**Gauche increments and a two-dipole picture for six conformers of a fluorinated chain**

The table holds torsions, relative energies, free energies, Boltzmann weights and dipoles of six conformers of CH₃–CHF–(CH₂)₃–CH(CH₃)–CF₃, from PBE0-D3(BJ)/def2-SVP single points on GFN2-xTB geometries in the gas phase. The program derives the positions of the terminal methyl and CF₃ from the stereochemistry, fits additive increments for carbon–carbon gauche contacts and for fluorine anti by least squares on all six rows, and adds C–F and CF₃ dipoles of rough recalled size on an idealised skeleton. Gauche counting alone leaves an rms residual of 0.46 kcal/mol, the fluorine term lowers it to 0.19, and a fixed dipole–dipole term does not improve it (0.22). The single-change steps in DFT are +0.47 (C1 gauche), +0.48 (F anti) and +0.33 kcal/mol (CF₃ gauche in place of methyl), while the two inner bends cost −0.07 and +0.11; GFN2-xTB gives only +0.04 for the fluorine step. The vector model matches the dipoles with an rms error of 0.12 D over a range of 0.52 D, and the recomputed weights and mixing entropy agree with the table as a consistency check only.

Gas-phase conformers of CH₃–CHF–(CH₂)₃–CH(CH₃)–CF₃, computed with PySCF 2.14.0 and tblite 0.8.0 as PBE0-D3(BJ)/def2-SVP single points on GFN2-xTB geometries. Free energies and Boltzmann weights are for 298.15 K and use GFN2-xTB quasi-harmonic terms (soft-mode cut 100 cm⁻¹), with at most six conformers kept.

## Analysis program

```python
# Table: six conformers of CH3-CHF-(CH2)3-CH(CH3)-CF3; PySCF PBE0-D3(BJ)/def2-SVP energies on GFN2-xTB (tblite)
# geometries, free energies with xTB thermal terms, weights, dipoles. Tested: additive gauche increments,
# a C-F / CF3 two-dipole picture on an ideal skeleton, DFT against xTB, Boltzmann consistency.
T = {
    'conformer_number': [1, 2, 3, 4, 5, 6],
    'conformer_torsions_in_degrees': ['(-61,-179,-173,-65)', '(-64,-178,-63,-61)', '(-59,-70,-169,-67)', '(62,-172,-176,-69)', '(-170,177,-176,-68)', '(-173,173,168,-173)'],
    'conformer_gfn2_energy_at_gfn2_minimum': [0.0, 0.15, 0.41, 0.62, 0.66, 0.84],  # kcal/mol
    'conformer_dft_energy': [0.07, 0.0, 0.18, 0.54, 1.02, 1.35],  # kcal/mol
    'conformer_free_energy': [0.0, 0.22, 0.27, 0.56, 0.85, 1.34],  # kcal/mol
    'conformer_weight': [32.7, 22.6, 20.8, 12.6, 7.8, 3.4],  # %
    'conformer_dipole': [2.56, 2.33, 2.14, 2.3, 2.61, 2.09],  # D
}
import re
import numpy as np
from scipy import constants as sc
t = np.array([[float(x) for x in re.findall(r'-?\d+\.?\d*', str(s).replace('\u2212', '-'))] for s in T['conformer_torsions_in_degrees']])
X, E, G, W, D = (np.array(T['conformer_' + k], float) for k in ('gfn2_energy_at_gfn2_minimum', 'dft_energy', 'free_energy', 'weight', 'dipole'))
wrap = lambda a: (a + 180) % 360 - 180
c1, cf3 = wrap(t[:, 0] - 120), wrap(t[:, 3] - 120)  # offsets follow from the SMILES handedness
g = lambda a: (abs(a) < 120).astype(float)
ncc = g(c1) + g(t[:, 1]) + g(t[:, 2]) + g(t[:, 3]) + g(cf3); fa = 1 - g(t[:, 0])
th = np.arccos(-1 / 3); rcc, rcf, m1, m2 = 1.5, 1.4, 1.9, 2.3  # rough recalled: angstrom; C-F and CF3 dipoles in D
u = lambda v: v / np.linalg.norm(v)
def put(a, b, c, r, p):
    e = u(c - b); n = u(np.cross(b - a, e)); p = np.radians(p)
    return c + r * (-np.cos(th) * e + np.sin(th) * (np.cos(p) * np.cross(n, e) + np.sin(p) * n))
kcal = sc.calorie * 1e3
K = (1e-21 / sc.c) ** 2 / (4 * np.pi * sc.epsilon_0 * 1e-30) * sc.N_A / kcal
cs, dd, ee = [], [], []
for i in range(len(E)):
    C2, C4 = np.zeros(3), np.array([rcc, 0, 0]); C5 = C4 + rcc * np.array([-np.cos(th), np.sin(th), 0])
    C6 = put(C2, C4, C5, rcc, t[i, 1]); C7 = put(C4, C5, C6, rcc, t[i, 2]); C9 = put(C5, C6, C7, rcc, cf3[i])
    F = put(C5, C4, C2, rcf, t[i, 0]); C1 = put(C5, C4, C2, rcc, c1[i])
    a, b, r = u(F - C2), u(C9 - C7), C9 - (C2 + F) / 2
    cs.append(a @ b); ee.append(np.linalg.norm(C9 - C1))
    dd.append(K * m1 * m2 * (a @ b - 3 * (a @ u(r)) * (b @ u(r))) / np.linalg.norm(r) ** 3)
cs, dd = np.array(cs), np.array(dd); mu = np.sqrt(m1**2 + m2**2 + 2 * m1 * m2 * cs)
print('row, C1 and CF3 torsion (deg), C/C gauche count, F anti, ideal C1..C9 (A), cos(dipole angle), model / table dipole (D), dipole-dipole (kcal/mol)')
for i in range(len(E)):
    print(f'{i+1} {c1[i]:5.0f} {cf3[i]:5.0f} {ncc[i]:.0f} {fa[i]:.0f} {ee[i]:.1f} {cs[i]:+.2f} {mu[i]:.2f} / {D[i]:.2f} {dd[i]:+.2f}')
print(f'dipole: lattice value (cos -1/3) {np.sqrt(m1**2+m2**2-2*m1*m2/3):.2f} D, parallel {m1+m2:.1f} D, table mean {D.mean():.2f}, range {np.ptp(D):.2f} D')
print(f'dipole model: rms error {np.sqrt(np.mean((mu-D)**2)):.2f} D, worst row {np.argmax(abs(mu-D))+1}, r with table {np.corrcoef(mu, D)[0,1]:+.2f}')
print(f'r(dipole, DFT energy) {np.corrcoef(D, E)[0,1]:+.2f}; range of dipole-dipole term {np.ptp(dd):.2f}, its 4->5 change {dd[4]-dd[3]:+.2f} kcal/mol')
one = np.ones(len(E))
print('fits, kcal/mol (rounding 0.005; stated noise some hundredths); residual = table - model')
for name, A, y in (('A DFT: offset, C/C gauche', [one, ncc], E), ('B DFT: offset, C/C gauche, F anti', [one, ncc, fa], E),
                   ('C DFT: B with dipole-dipole term fixed', [one, ncc, fa], E - dd), ('B on xTB energies', [one, ncc, fa], X)):
    A = np.array(A).T; p = np.linalg.lstsq(A, y, rcond=None)[0]; r = y - A @ p
    print(f'{name}: ' + ' '.join(f'{v:+.2f}' for v in p) + f'; rms {np.sqrt(np.mean(r**2)):.2f}; worst row {np.argmax(abs(r))+1}')
    print('   residuals rows 1-6: ' + ' '.join(f'{v:+.2f}' for v in r))
print(f'DFT spread of rows 2-6 (same gauche count): {np.ptp(E[1:]):.2f} kcal/mol')
print('steps (kcal/mol): DFT, xTB, free energy')
for i, j, s in ((1, 2, 'bend C4-C5-C6-C7'), (1, 3, 'bend C2-C4-C5-C6'), (1, 4, 'C1 anti to gauche'), (4, 5, 'F gauche to anti'),
                (5, 6, 'CF3 gauche instead of CH3'), (1, 5, 'C1 and F both change'), (2, 3, 'one bend against the other')):
    print(f'{i}->{j} {s}: {E[j-1]-E[i-1]:+.2f} {X[j-1]-X[i-1]:+.2f} {G[j-1]-G[i-1]:+.2f}')
f = lambda v, k=2: ' '.join(f'{x:+.{k}f}' for x in v)
print('DFT minus xTB, relative to row 1: ' + f(E - E[0] - X + X[0]))
print('thermal term G - E, relative to row 1: ' + f(G - E - G[0] + E[0]))
RT = sc.R * 298.15 / kcal
bz = lambda e: 100 * np.exp(-e / RT) / np.exp(-e / RT).sum()
print(f'RT = {RT:.3f} kcal/mol; 0.05 kcal/mol changes a weight ratio by {100*(np.exp(0.05/RT)-1):.0f} %')
print('Boltzmann from G minus table weight (points): ' + f(bz(G) - W))
print('weights from DFT energy alone (%): ' + ' '.join(f'{x:.1f}' for x in bz(E)))
print('weights from xTB energy alone (%): ' + ' '.join(f'{x:.1f}' for x in bz(X)))
p = W / W.sum(); cov = 0.825  # xTB weight covered by the kept set, output of the same run
print(f'mixing entropy {-sc.R/sc.calorie*(p*np.log(p)).sum():.2f} cal/(mol K); equal six-way mix {sc.R/sc.calorie*np.log(6):.2f}')
print(f'weight rows 1-3 {W[:3].sum():.1f} %, F gauche {W[fa==0].sum():.1f} %, F anti {W[fa==1].sum():.1f} %; row 1 scaled by xTB coverage about {W[0]*cov:.0f} %')
print(f'weighted mean of dipole sizes {p@D:.2f} D; weighted rms {np.sqrt(p@D**2):.2f} D')
assert np.all(ncc[1:] == ncc[0] + 1) and np.ptp(E[1:]) > 1
assert E[0] < E[3] < E[4] < E[5] and abs(E[1] - E[0]) < 0.1
assert E[4] - E[3] > 5 * abs(X[4] - X[3])
assert abs(bz(G) - W).max() < 0.5
```

It prints:

```
row, C1 and CF3 torsion (deg), C/C gauche count, F anti, ideal C1..C9 (A), cos(dipole angle), model / table dipole (D), dipole-dipole (kcal/mol)
1   179   175 1 0 7.3 -0.28 2.54 / 2.56 +0.04
2   176   179 2 0 6.5 -0.37 2.37 / 2.33 +0.09
3  -179   173 2 0 6.6 -0.54 2.05 / 2.14 +0.08
4   -58   171 2 0 6.5 -0.35 2.41 / 2.30 +0.05
5    70   172 2 1 6.7 -0.30 2.51 / 2.61 +0.34
6    67    67 2 1 5.6 -0.41 2.31 / 2.09 +0.19
dipole: lattice value (cos -1/3) 2.45 D, parallel 4.2 D, table mean 2.34, range 0.52 D
dipole model: rms error 0.12 D, worst row 6, r with table +0.82
r(dipole, DFT energy) -0.17; range of dipole-dipole term 0.30, its 4->5 change +0.30 kcal/mol
fits, kcal/mol (rounding 0.005; stated noise some hundredths); residual = table - model
A DFT: offset, C/C gauche: -0.48 +0.55; rms 0.46; worst row 6
   residuals rows 1-6: +0.00 -0.62 -0.44 -0.08 +0.40 +0.73
B DFT: offset, C/C gauche, F anti: -0.10 +0.17 +0.95; rms 0.19; worst row 4
   residuals rows 1-6: +0.00 -0.24 -0.06 +0.30 -0.17 +0.16
C DFT: B with dipole-dipole term fixed: -0.12 +0.14 +0.75; rms 0.22; worst row 4
   residuals rows 1-6: +0.00 -0.26 -0.07 +0.33 -0.24 +0.24
B on xTB energies: -0.39 +0.39 +0.36; rms 0.15; worst row 2
   residuals rows 1-6: +0.00 -0.24 +0.02 +0.23 -0.09 +0.09
DFT spread of rows 2-6 (same gauche count): 1.35 kcal/mol
steps (kcal/mol): DFT, xTB, free energy
1->2 bend C4-C5-C6-C7: -0.07 +0.15 +0.22
1->3 bend C2-C4-C5-C6: +0.11 +0.41 +0.27
1->4 C1 anti to gauche: +0.47 +0.62 +0.56
4->5 F gauche to anti: +0.48 +0.04 +0.29
5->6 CF3 gauche instead of CH3: +0.33 +0.18 +0.49
1->5 C1 and F both change: +0.95 +0.66 +0.85
2->3 one bend against the other: +0.18 +0.26 +0.05
DFT minus xTB, relative to row 1: +0.00 -0.22 -0.30 -0.15 +0.29 +0.44
thermal term G - E, relative to row 1: +0.00 +0.29 +0.16 +0.09 -0.10 +0.06
RT = 0.592 kcal/mol; 0.05 kcal/mol changes a weight ratio by 9 %
Boltzmann from G minus table weight (points): +0.04 -0.02 -0.05 +0.12 -0.00 +0.01
weights from DFT energy alone (%): 26.8 30.2 22.3 12.1 5.4 3.1
weights from xTB energy alone (%): 31.3 24.3 15.6 11.0 10.3 7.6
mixing entropy 3.19 cal/(mol K); equal six-way mix 3.56
weight rows 1-3 76.1 %, F gauche 88.7 %, F anti 11.2 %; row 1 scaled by xTB coverage about 27 %
weighted mean of dipole sizes 2.38 D; weighted rms 2.38 D
```
